## Question

The six rows below belong to six highly charged ions of ruthenium and were computed by the Dirac-Fock method without correlation. L1 is the 2s level. Its binding energy is the total energy of the ion with one 2s electron removed, less that of the ion before removal, each solved self-consistently (ΔSCF). The Koopmans value is the same energy with all orbitals frozen, so "ΔSCF less Koopmans" is the relaxation. The Breit part (magnetic and retarded interaction between electrons) and the QED part (self-energy and vacuum polarisation) are added separately. $\langle r\rangle$ is the mean radius of the 2s orbital.

Radial Dirac-Fock and Kohn-Sham solver 2: L1 (2s) binding energies of free ruthenium ions, from the vacuum level, by Dirac-Fock ΔSCF for the average of configuration, without correlation. They include the first-order Breit interaction with its frequency dependence, self-energy and vacuum polarisation. The nucleus is finite, with an rms radius of 4.4809 fm. Candidates: Ru40+, Ru41+, Ru25+, Ru31+, Ru28+, Ru24+.

```csv
row,binding energy (L1) (eV),ΔSCF less Koopmans (L1) (eV),Breit part (L1) (eV),QED part (L1) (eV),<r> (L1) (bohr)
A,4860.3,-3.9168,-3.9989,-2.5915,0.1425
B,6311.5,-0.013674,-2.9446,-3.0191,0.1351
C,4255.2,-9.6345,-3.9877,-2.5376,0.1439
D,6129.9,-0.30510,-3.4405,-2.9284,0.1361
E,4341.7,-8.5597,-4.0125,-2.5424,0.1437
F,4598.3,-6.0406,-4.0323,-2.5641,0.1431
```

The configurations are Ru24+ [Ar] 3d², Ru25+ [Ar] 3d¹, Ru28+ [Ne] 3s² 3p⁴, Ru31+ [Ne] 3s² 3p¹, Ru40+ 1s² 2s² and Ru41+ 1s² 2s¹.

(a) Assign each row to a candidate, and use both the order and the size of the gaps in binding energy.

(b) Estimate the binding energy of the three-electron ion from hydrogenic orbitals.

(c) Check the assignment with the relaxation column.

(d) Say which columns could stand alone, which could not, and which assignments are sure.

## Model answer

### (a) Order and gaps

All candidates share one nucleus, $Z = 44$. A 2s electron is bound by that nucleus and repelled by every other electron. Taking a spectator electron away removes one positive repulsion term, so the 2s binding energy has to rise with the charge. The argument could fail only if a correction changed by as much as the repulsion does, and the table excludes this. Subtracting relaxation, Breit and QED from the binding energy gives the Koopmans value, 4271.4 eV for row C and 6317.5 eV for row B. Of the rise of 2056.3 eV between these rows the Koopmans value supplies 2046.1 eV, weaker relaxation 9.6 eV, and Breit and QED $+1.0$ and $-0.5$ eV. The four parts add, and one of them carries the trend.

The order of rising binding is C, E, F, A, D, B, with gaps of 86.5, 256.6, 262.0, 1269.6 and 181.6 eV. The candidates in order of charge differ by 1, 3, 3, 9 and 1 electrons. The gaps can be held against those counts once the price of one spectator is known.

For hydrogenic orbitals all lengths scale as $1/Z$, so the average repulsion between 2s and an electron $nl$ is $Z\,e_{nl}$ with

$$e_{nl} = F^0(2s,nl) - \frac{G^l(2s,nl)}{2(2l+1)},$$

where $F^0$ is the direct and $G^l$ the exchange Slater integral at $Z=1$; for the 2s partner only $F^0$ appears. Numerical integration gives, in eV per unit of $Z$, 5.412 for 1s, 4.092 for 2s, 4.013 for 2p, and 2.187, 2.411 and 2.719 for 3s, 3p and 3d. The pattern has a plain reading. $F^0$ is the mean of $1/r_>$, the inverse of the larger of the two radii. An $n=3$ electron lies mostly outside 2s and acts like a charged shell, whose potential inside cannot exceed $\langle 1/r\rangle = Z/9$ hartree, about 3.0 eV per unit of $Z$. The compact 3d orbital comes nearest to this bound. The 3s orbital falls furthest below it, because its main lobe lies farthest out and its inner lobes, which supply a good part of its $\langle 1/r\rangle$, sit inside the 2s shell where $r_>$ is the 2s radius. In the bare integrals an $n=3$ spectator therefore costs roughly half (3s) to two thirds (3d) of what an $n=2$ spectator costs. Screening swells the $n=3$ orbitals and lowers these prices in the real ions.

The three low gaps give 86.5, $256.6/3 = 85.5$ and $262.0/3 = 87.3$ eV per electron, which is nearly one common price and fits the counts 1, 3, 3. It lies well below the bare 119.6 eV (3d) and 106.1 eV (3p), so here the counting rests on the near-equality of the steps and not on the integrals. The top gap, 181.6 eV for one electron, is about twice that price and lies within 1 % of the bare 2s–2s repulsion, $44 \times 4.092$ or 180.1 eV. That closeness is partly a cancellation, since relativistic contraction raises the integral by a few per cent and screening by 1s² lowers it. The large gap must hold one 3p, two 3s and six 2p electrons, for which the bare integrals give $106.1 + 2(96.2) + 6(176.6) = 1358.1$ eV, 7 % above the computed gap. The excess has the expected sign, since real $n=3$ and 2p orbitals are screened and more diffuse than hydrogenic ones at the full $Z$.

The assignment is C = Ru24+, E = Ru25+, F = Ru28+, A = Ru31+, D = Ru40+, B = Ru41+.

### (b) The three-electron ion

A lone 2s electron at a point nucleus has the Dirac binding energy

$$E_D = mc^2\left[1-\frac{1+\gamma}{\sqrt{2+2\gamma}}\right],\qquad \gamma=\sqrt{1-(Z\alpha)^2},$$

with $\alpha$ the fine-structure constant. For $Z=44$ this is 6809.6 eV, against 6585.2 eV from the nonrelativistic $Z^2/8$ hartree. The two 1s electrons each repel by $44 \times 5.412 = 238.1$ eV, which leaves

$$6809.6 - 2(238.1) = 6333.4\ \text{eV}.$$

The estimate contains neither Breit nor QED, so it is to be compared with $Y$, defined as the binding energy less those two parts. For row B, $Y = 6311.5 + 2.94 + 3.02 = 6317.5$ eV. The estimate has no fitted constant and is 15.9 eV too high, under 0.3 % of $Y$ and less than a tenth of the distance to row D. The error is what remains of two opposed ones: nonrelativistic integrals are too small, and unscreened ones too large. The estimate still identifies B on absolute value. The mean radius agrees: 0.1351 bohr in row B is 3.0 % above the bare Dirac value of 0.1311 bohr, as suits an electron screened by 1s² alone.

### (c) Relaxation as a count of spectators

Relaxation is negative because the spectators, once free to adjust to the hole, lower the energy of the final ion. A scaling argument gives its size. A hydrogenic orbital with exponent $\zeta$ in the field of a charge $Z'$ has the energy $(\zeta^2/2 - Z'\zeta)/n^2$ hartree. If the hole raises $Z'$ by $\delta$, letting $\zeta$ follow gains $\delta^2/2n^2$ hartree: about $14\,\delta^2$ eV for $n=1$, $3.4\,\delta^2$ eV for $n=2$ and $1.5\,\delta^2$ eV for $n=3$. The nuclear charge has dropped out. Each spectator should contribute a nearly fixed amount that depends on how much the lost 2s electron had screened it.

Row B has $-0.014$ eV, smaller than row D by a factor of 22.3. Only 1s² can be left there: those electrons sit inside the 2s shell, where a shell of charge exerts almost no force, and two of them giving 0.014 eV imply $\delta$ near 0.02. The step from D to B, 0.291 eV, implies $\delta$ near 0.3, the familiar screening within one shell. The step from C to E, 1.075 eV, implies $\delta$ near 0.8, which suits an electron almost wholly outside the hole, such as 3d. These $\delta$ are read back from the table through a crude formula that ignores the coupling among spectators, so they make the sizes intelligible and predict nothing in detail.

Relaxation also tells apart the two three-electron gaps, which look alike in binding energy. From F to A it changes by 2.124 eV, or 0.708 eV for each of three 3p electrons. From E to F it changes by 2.519 eV, close to one 3d and two 3p steps, $1.075 + 2(0.708) = 2.49$ eV. This is the content that the assignment demands.

### (d) Which columns stand alone

Binding energy and relaxation each give the full order. So does the QED part, which grows in size from C to B mainly because the 2s electron, less screened, gains density at the nucleus; its closest pair, C and E, is 0.0048 eV apart, many units of the last digit. The radius gives the same order, with C and E only two units of the last digit apart, which is just enough. These agreements are not independent evidence, since all four columns follow the number of spectators.

The Breit part cannot stand alone. It sets B and D apart from the rest and from each other: the change of 0.4959 eV between them has the sign that the loss of the magnetic interaction with the 2s partner should bring. For the other four rows it spans only 0.045 eV and runs in the order F, E, A, C from most to least negative, which is not the order of charge. Rows C and A, seven electrons and 605.1 eV apart, differ by 0.0112 eV.

B and D are sure on every column and on absolute value. F, A, C and E are sure within this list of candidates, by order, by gap counting and by relaxation. They are ambiguous on Breit alone, and C, E and F are ambiguous on the absolute value of the unfitted estimate, whose error grows with each $n=3$ electron until it exceeds one step. The pair C, E is the least protected, being neighbours at the end where a hydrogenic picture is worst.

## The labels

The rows with their labels:

```csv
species,Z,charge (e),electrons,configuration,binding energy (L1) (eV),ΔSCF less Koopmans (L1) (eV),Breit part (L1) (eV),QED part (L1) (eV),<r> (L1) (bohr)
Ru24+,44,24,20,[Ar] 3d2,4255.2,-9.6345,-3.9877,-2.5376,0.1439
Ru25+,44,25,19,[Ar] 3d1,4341.7,-8.5597,-4.0125,-2.5424,0.1437
Ru26+,44,26,18,[Ne] 3s2 3p6,4430.2,-7.5102,-4.0350,-2.5476,0.1435
Ru27+,44,27,17,[Ne] 3s2 3p5,4513.6,-6.7698,-4.0355,-2.5557,0.1433
Ru28+,44,28,16,[Ne] 3s2 3p4,4598.3,-6.0406,-4.0323,-2.5641,0.1431
Ru29+,44,29,15,[Ne] 3s2 3p3,4684.3,-5.3222,-4.0253,-2.5729,0.1429
Ru30+,44,30,14,[Ne] 3s2 3p2,4771.6,-4.6144,-4.0142,-2.5820,0.1427
Ru31+,44,31,13,[Ne] 3s2 3p1,4860.3,-3.9168,-3.9989,-2.5915,0.1425
Ru32+,44,32,12,[Ne] 3s2,4950.3,-3.2294,-3.9793,-2.6013,0.1422
Ru34+,44,34,10,[He] 2s2 2p6,5121.6,-2.2118,-3.9792,-2.6654,0.1421
Ru35+,44,35,9,[He] 2s2 2p5,5284.0,-1.8868,-3.9375,-2.7080,0.1411
Ru36+,44,36,8,[He] 2s2 2p4,5448.6,-1.5650,-3.8778,-2.7511,0.1400
Ru37+,44,37,7,[He] 2s2 2p3,5615.6,-1.2461,-3.7993,-2.7947,0.1390
Ru38+,44,38,6,[He] 2s2 2p2,5784.7,-0.93000,-3.7008,-2.8388,0.1380
Ru39+,44,39,5,[He] 2s2 2p1,5956.2,-0.61640,-3.5815,-2.8834,0.1370
Ru40+,44,40,4,[He] 2s2,6129.9,-0.30510,-3.4405,-2.9284,0.1361
Ru41+,44,41,3,[He] 2s1,6311.5,-0.013674,-2.9446,-3.0191,0.1351
```

## Remarks on the reasoning

All six assignments hold. The full series shows that binding energy and relaxation rise, and that QED and $\langle r\rangle$ fall, at every step.

The labelled rows also show two features that the blind rows hide. Within a subshell the step grows with the charge, from 83.4 to 90.0 eV along 3p and from 162.4 to 173.7 eV along 2p, because each removal lets the remaining orbitals contract. At a change of subshell inside $n=3$ the step drops, from 88.5 eV for the last 3d electron to 83.4 eV for the first 3p, and from 90.0 eV to 85.7 eV per 3s electron. That is the order 3d, 3p, 3s of the hydrogenic integrals, and it explains why the gap with one 3d and two 3p electrons gave a slightly lower mean than its neighbours. The 3s figure is an average, as the step from Ru32+ to Ru34+ spans two electrons; read as one step it would place the change of slope too early.

A candidate who matched rows to the nearest unfitted estimate would have lost marks. The sum $E_D - Z\sum e_{nl}$ over all spectators is too high from Ru37+ upward and too low from Ru36+ downward, reaching $-236.0$ eV at Ru24+, or 5.5 % of $Y$. It sends row C to Ru25+ and row E to Ru28+. The negative error is the neglect of screening in the orbitals; for the first 3d step the bare integral gives 119.6 eV where the table has 86.5 eV. The positive error at high charge has the sign that relativistic contraction of 1s and 2s would cause, since the integrals are nonrelativistic and so too small. Both causes act in every row, so the small errors at high charge are a partial cancellation; the table does not separate them.

Screening can be added by filling the spectators from 1s outward and giving the electron that brings the total to $k$ the charge $Z - s(k-1)$:

$$Y = E_D - f\sum_{k=2}^{N} e_k\,[Z - s(k-1)],$$

with $N$ the number of electrons. The constants were got by linear least squares on $Y$ over the eleven rows that were not in the blind table. With $f$ held at 1, $s = 0.320$; the rms error on the eleven rows is 24.4 eV, and row C still goes to Ru25+. With both free, $f = 1.055$ and $s = 0.671$, the rms error is 1.2 eV on the fitted rows and 3.1 eV on the six blind ones, and all six are matched. For Ru41+, outside the fit, the sum has two terms: $6809.6 - 1.055\,[476.2 - 0.671 \times 5.412 \times (1+2)] \approx 6319$ eV, about 1 eV above $Y$. That $s$ doubles when $f$ is released shows how the two trade against each other, and neither is a measured screening constant or a relativistic factor. Errors near 1 eV are still some twenty times the 0.05 eV to which the binding energies are rounded. The model is worst at Ru24+, by $-6.5$ eV or 0.15 % of $Y$: no fitted row holds a 3d electron, and each 3d step comes out about 3 eV too large. That a non-penetrating 3d orbital is screened more than one common $s$ allows is the natural reading. The practical rule is that naming an ion from its absolute 2s energy among adjacent charges needs an error below half a step, about 40 eV for $n=3$ ions, whereas order and gaps need far less.

The Breit part is most negative at Ru27+, $-4.0355$ eV. The same calculation splits it further and puts the turn in the magnetic (Gaunt) term, which is $-4.22$ eV in Ru24+, $-4.27$ eV in Ru28+ and $-4.21$ eV in Ru32+, while retardation stays near $+0.26$ eV in those three ions. Ru41+, with 1s² as its only spectators, still has $-2.94$ eV, so most of the column probably comes from the core and the $n=3$ electrons only modulate it. A plausible cause of the turn is a balance: removing an outer electron deletes its Breit term with 2s and also draws 2s closer to 1s. This remains a guess, because the pair terms are not resolved.

The QED part is mainly self-energy, $-3.39$ eV in Ru41+, offset by $+0.37$ eV of vacuum polarisation. For an s electron both follow the density at the nucleus, roughly $\langle r\rangle^{-3}$. A straight-line fit of the logarithms over all seventeen rows gives the exponent $-2.73$, with the worst row, Ru34+, off by 1.6 % of its value. The fit describes and does not test, because a screened QED correction may be built on just such a density scaling. Its misfit marks a real feature of the column: a 3s electron changes the QED part by 0.032 eV, three times the last 3p step, while the radius moves by only one unit of the last digit for both 3s electrons together, and the 2s step is twice the last 2p step. The likely cause is that spectator s electrons contract when the hole forms, gain self-energy of their own and offset part of the 2s term until they are removed. The same runs show that spectator terms are in the QED part. In Ru28+ vacuum polarisation adds $+0.32$ eV to the L1 binding but $-0.015$ eV to L2, a sign that the removed 2p electron cannot give by itself and that s electrons drawn toward the nucleus do give.

The rows are not all the same kind of state. Only in Ru40+ and Ru41+ is the L1 energy an ionisation energy; in Ru24+ the 3d electron leaves at 1179.4 eV, and the 2s value belongs to an inner hole. Twelve rows, among them Ru24+, Ru25+, Ru28+ and Ru31+, are averages over a configuration and over $j$. Such an average is what the model's $e_{nl}$ describe, which helps it and helps the smoothness of the steps. A real Ru39+ ion has its 2p electron in $2p_{1/2}$, and with a 2p splitting of $4706.1 - 4572.0 = 134.1$ eV in Ru32+ the two $j$ orbitals differ enough that steps between ground levels need not be this even. A 2s hole beside an open shell also splits into several levels. Correlation is absent: its neglect typically leaves outer binding energies 1 to 2 eV low, and in Ru40+ the near-degenerate mixing of 2s² with 2p² lowers the ground state, raises that binding energy and narrows the top gap. That mixing grows with $Z$ and is worth several eV here, more than the errors of the fitted model at that end of the series. These omissions bear on a comparison with measured lines and not on the matching of computed rows.

The same reasoning carries to neighbouring series. A 1s hole lies deeper inside every spectator, so $1/r_>$ comes closer to the spectator's own $1/r$ and the steps are larger: from Ru24+ to Ru28+ the K level rises by $23539.1 - 23164.5 = 374.6$ eV, L1 by $4598.3 - 4255.2 = 343.1$ eV and the 3s level by $1695.4 - 1446.9 = 248.5$ eV. With the $n=2$ spectators now lying mostly outside the hole as well, the K relaxation is larger too, $-33.9$ eV in Ru24+ against $-9.63$ eV for L1. An emission line is a difference of two such levels and most of the shift cancels: Kα₁ moves by $19377.5 - 19296.0 = 81.5$ eV over the eight electrons from Ru24+ to Ru32+, so it separates charge states far less well than an edge does. Along an isoelectronic series of rising $Z$ the steps should grow about as the screened charge and the relaxation per spectator should change little, while Breit grows roughly as $Z^3$ and QED roughly as $Z^4$. Near the neutral atom the spectators removed are diffuse valence electrons, the steps are much smaller and relaxation takes a larger share of them, so gap counting with hydrogenic integrals would no longer serve.
